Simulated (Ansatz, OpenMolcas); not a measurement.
## BF (SMILES [B]F): methods side by side

The species is BF (2 atoms), meant as a singlet with charge 0. As SMILES, `[B]F`. The shape is that of a GFN2-xTB optimisation.

```xyz
2

B     0.0000    0.0000    0.0000
F     0.0000    0.0000    1.2444
```

Each level gives the energy change with the B1–F2 bond stretched from 1.244 to 2.489 Å (eV). The values are calculated.

```
                      level                    kind     program  value (eV)  less FCI/STO-3G  CPU time (all runs)
    PBE/STO-3G (restricted)                     GGA  OpenMolcas        7.42            +0.75                5.8 s
 r2SCAN/STO-3G (restricted)                meta-GGA  OpenMolcas        7.91            +1.24                 10 s
  B3LYP/STO-3G (restricted)           global hybrid  OpenMolcas        8.15            +1.48                5.3 s
  wB97X/STO-3G (restricted)  range-separated hybrid      Ansatz        8.79            +2.12                4.5 s
 B2PLYP/STO-3G (restricted)           double hybrid      Ansatz        8.19            +1.52                1.6 s
    MP2/STO-3G (restricted)     perturbation theory  OpenMolcas        8.42            +1.75                  3 s
         CASPT2(2,2)/STO-3G          multireference  OpenMolcas        6.93            +0.26                  3 s
CCSD(T)/STO-3G (restricted)   coupled cluster or CI      Ansatz        6.75            +0.08               0.33 s
  CCSDT/STO-3G (restricted)   coupled cluster or CI      Ansatz        6.71            +0.04               0.64 s
                 FCI/STO-3G      exact in the basis      Ansatz        6.67             0.00               0.44 s
```

FCI/STO-3G is exact within its basis and frozen core, so for wave-function methods in that basis the difference is their error; functionals converge differently with the basis, so for them it is only a difference. The first shape isn't each level's own minimum. The values span 6.67 to 8.79 eV. All rows use very small basis sets, so even the best lies far from the true value. CPU times are rough (shared hosts, several kinds of processor): they show what a rung costs within a factor of a few.

Every approximate level makes stretching BF costlier than FCI does, but the wave-function errors differ sharply. MP2 lies 1.75 eV too high, whereas CASPT2 with only two active electrons cuts this to 0.26 eV. This suggests that the main difficulty is the near-degeneracy of the σ and σ* orbitals as the bond weakens. A closed-shell determinant ties the covalent and ionic parts of that electron pair together, and second-order perturbation theory repairs this poorly. Coupled cluster with triples recovers nearly all of the missing correlation, so the stretched bond is still within reach of a single reference here.

Among the functionals, the larger values with exact exchange fit the same picture, since restricted exchange penalises a stretched pair. Yet r2SCAN lies well above PBE without any, so exchange admixture can't be the whole explanation. The good coupled-cluster result at this one stretched geometry doesn't establish equal reliability towards separated atoms, where the open-shell B and F fragments make a restricted reference much less suitable.
